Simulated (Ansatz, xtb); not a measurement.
**Relative energy of two isomers of C4H11FSi**

We compare a, `CCC[Si@H](C)F`, a singlet, with b, `CC[Si](C)(C)F`, a singlet. Both are isolated molecules in the gas phase, relaxed with B3LYP/6-31G*; the shapes shown needn't be the lowest conformers.

a (Å):

```xyz
17

C    -2.7546   -2.1271   -0.5761
C    -1.4520   -1.3739   -0.8713
C    -1.5040    0.1090   -0.4493
C     1.5503    0.4744    0.1251
F    -0.2003    2.6411   -0.4596
Si    0.0596    1.0806   -0.8405
H    -2.9872   -2.1064    0.4957
H    -2.6890   -3.1770   -0.8851
H    -3.6000   -1.6731   -1.1072
H    -1.2309   -1.4441   -1.9455
H    -0.6217   -1.8770   -0.3566
H    -1.7069    0.1819    0.6295
H    -2.3509    0.6037   -0.9469
H     0.3386    1.0303   -2.3052
H     1.7919   -0.5624   -0.1401
H     2.4356    1.0852   -0.0845
H     1.3661    0.5098    1.2053
```

b (Å):

```xyz
17

C    -2.5939   -0.4956   -1.2862
C    -1.2393   -1.0920   -1.7146
C     0.5600    1.0890   -0.3953
C    -0.1034   -1.5153    1.1604
F     1.5118   -1.4674   -1.1698
Si    0.1900   -0.7497   -0.5321
H    -2.5451    0.5964   -1.1982
H    -2.9202   -0.8893   -0.3161
H    -3.3817   -0.7279   -2.0125
H    -0.9622   -0.7093   -2.7070
H    -1.3334   -2.1808   -1.8323
H    -0.2875    1.6357    0.0364
H     0.7725    1.5262   -1.3780
H     1.4310    1.2703    0.2453
H    -0.9752   -1.0688    1.6546
H    -0.2806   -2.5945    1.0836
H     0.7616   -1.3655    1.8171
```

Quicker runs give these differences E(b) − E(a): GFN2-xTB +0.319 eV; HF/STO-3G −0.499 eV (at GFN2-xTB geometries); r2SCAN-D4/def2-SVP −0.499 eV (at GFN2-xTB geometries).

Question: Estimate E(b) − E(a) at the level CCSD(T)/def2-SVP + ΔMP2/def2-TZVPP.

Answer: Calculated at CCSD(T)/def2-SVP + ΔMP2/def2-TZVPP: E(b) − E(a) = −0.477 eV, so structure b lies lower.

Level by level:

```csv
level,geometry,E(b) − E(a) (eV),departure from the last row (eV),"job, with rough time for the two"
GFN2-xTB,GFN2-xTB,+0.319,+0.797,"optimisation, 0.16 s"
HF/STO-3G,GFN2-xTB,−0.499,−0.022,"single point, 0.56 s"
r2SCAN-D4/def2-SVP,GFN2-xTB,−0.499,−0.022,"single point, 6.6 s"
B3LYP/6-31G*,B3LYP/6-31G*,−0.467,+0.010,"optimisation, 59 s"
HF/def2-SVP,B3LYP/6-31G*,−0.395,+0.083,part of the CCSD(T) run
MP2/def2-SVP,B3LYP/6-31G*,−0.409,+0.068,part of the CCSD(T) run
CCSD(T)/def2-SVP,B3LYP/6-31G*,−0.380,+0.097,single point
CCSD(T)/def2-SVP + ΔMP2/def2-TZVPP,B3LYP/6-31G*,−0.477,,"single point, 2.1 min"
```

As drawn, b has 1 C–Si, 1 C–H in place of 1 C–C, 1 Si–H.

GFN2-xTB puts the two in the other order. The largest departure from CCSD(T)/def2-SVP + ΔMP2/def2-TZVPP is that of GFN2-xTB, 0.797 eV. The last row adds to CCSD(T) the change of the MP2 difference between the two basis sets, here −0.097 eV.

With harmonic frequencies from B3LYP/6-31G* (ideal gas, rigid rotor, one conformer each, 298.15 K, 1 atm): the zero-point term adds −0.001 eV; ΔH is −0.462 and ΔG −0.478 eV.

The correlated steps freeze 10 core orbitals. Mirror images aren't counted in ΔG. Codes used: Ansatz 0.2.0, xtb 6.7.1; the last row on 2 threads of Arm Neoverse V1 on a shared host.

Ethyldimethylfluorosilane (b) lies below methylpropylfluorosilane (a) because moving a carbon from the propyl chain onto silicon exchanges a C–C and a Si–H bond for a C–Si and a C–H bond. The main gain is probably the replacement of a weak Si–H bond by a much stronger C–H bond, while C–C and C–Si bonds differ less in strength. The Si–F bond is kept, so it largely cancels.

Electron correlation matters little to the difference: in def2-SVP, Hartree–Fock gives −0.395 eV and CCSD(T) −0.380 eV. Enlarging the basis shifts the result more, which suggests that the polar bonds around silicon need more flexible polarisation functions. The close agreement of HF/STO-3G with the last row is therefore probably a cancellation of errors. The wrong sign from GFN2-xTB points to a poor balance between its Si–H, Si–C and carbon-only bonding terms. The preference for b is thermodynamic and says nothing about the barrier to rearrangement, which would require breaking strong bonds.
